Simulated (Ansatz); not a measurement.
# MgO: pressure and energy less free atoms against volume scale

All results are calculated (Ansatz 0.2.0). Periodic Kohn-Sham DFT of a crystal at fixed atoms, scaled to volume_scale times the given cell; pressure positive in compression, energy less spherical unpolarised free atoms, largest_vzz the field gradient of largest size among the nuclei.

The cell before it is scaled or strained (space group Fm-3m, No. 225):
```
CELL_PARAMETERS angstrom
0.00000 2.13520 2.13520
2.13520 0.00000 2.13520
2.13520 2.13520 0.00000
ATOMIC_POSITIONS crystal
Mg 0.00000 0.00000 0.00000
O 0.50000 0.50000 0.50000
```

Settings of every row: method all-electron LAPW; functional PBE; relativity scalar; k mesh 10x10x10; filling fermi-dirac; smearing width 0.01 eV; basis error target 0.5 meV/atom; nucleus gaussian.

Atom start moment: 0 on all atoms.

Limits: the cell was measured well above room temperature.

```
row  volume scale  V (Å³/atom)  pressure (GPa)  energy less free atoms (eV/atom)
  1          0.95        9.248           6.479                           -5.9283
  2         0.975        9.491           2.162                           -5.9348
  3             1        9.734          -1.632                           -5.9351
  4         1.025        9.977           -4.97                           -5.9301
  5          1.05        10.22               ?                                 ?
```

Question: what pressure and energy less free atoms should row 5 give?

Worked fit of pressure. Take u = (V_r/V)^(2/3) − 1 with V_r = 9.6125 Å³ an atom, which is twice the finite (Eulerian) strain; such expansions in the strain, on which the Birch-Murnaghan equation of state is built, carry the rest volume and the bulk modulus. The shown rows have u = 0.02611, 0.00852, -0.00834, -0.02451. Least squares give pressure = 0.2036 + 225.218 × u + 578.25 × u² GPa; a straight line predicts inner rows, each left out in turn, worse (root mean square 0.24 against 0.0055 GPa). The rows lie off it by 0.001, -0.002, 0.002, -0.001. The pressure vanishes at u = -0.0009, or V = 9.626 Å³ an atom, and there the bulk modulus at fixed shape and fractions is B = −V dP/dV = (2/3)(1 + u) dP/du = 149 GPa. The withheld row has u = -0.04003, so the fit gives 0.2036 + 225.218 × (-0.04003) + 578.25 × (-0.04003)² = -7.885 GPa.

The calculation gave -7.906 GPa. The fit lies 0.021 GPa (0.15 % of the column's range) above it; its largest miss of a shown row is 0.002 GPa. This row lies beyond the range of the fit.

Worked fit of energy less free atoms. Take u = (V_r/V)^(2/3) − 1 with V_r = 9.6125 Å³ an atom, which is twice the finite (Eulerian) strain; such expansions in the strain, on which the Birch-Murnaghan equation of state is built, carry the rest volume and the bulk modulus. The shown rows have u = 0.02611, 0.00852, -0.00834, -0.02451. Least squares give energy less free atoms = −5.93567 + 0.0191 × u + 10.063 × u² eV/atom; a straight line predicts inner rows, each left out in turn, worse (root mean square 0.0041 against 5.9e-05 eV/atom). All shown rows lie on it to the printed digit. Its lowest point lies at u = -0.0009, or V = 9.626 Å³ an atom, and the curvature there gives the bulk modulus at fixed shape and fractions, B = (4/9)(1 + u)² E″(u)/V = 149 GPa. The withheld row has u = -0.04003, so the fit gives −5.93567 + 0.0191 × (-0.04003) + 10.063 × (-0.04003)² = -5.9203 eV/atom.

The calculation gave -5.9202 eV/atom. The fit lies 0.0001 eV/atom (0.67 % of the column's range) below it, one unit of the last digit. This row lies beyond the range of the fit.
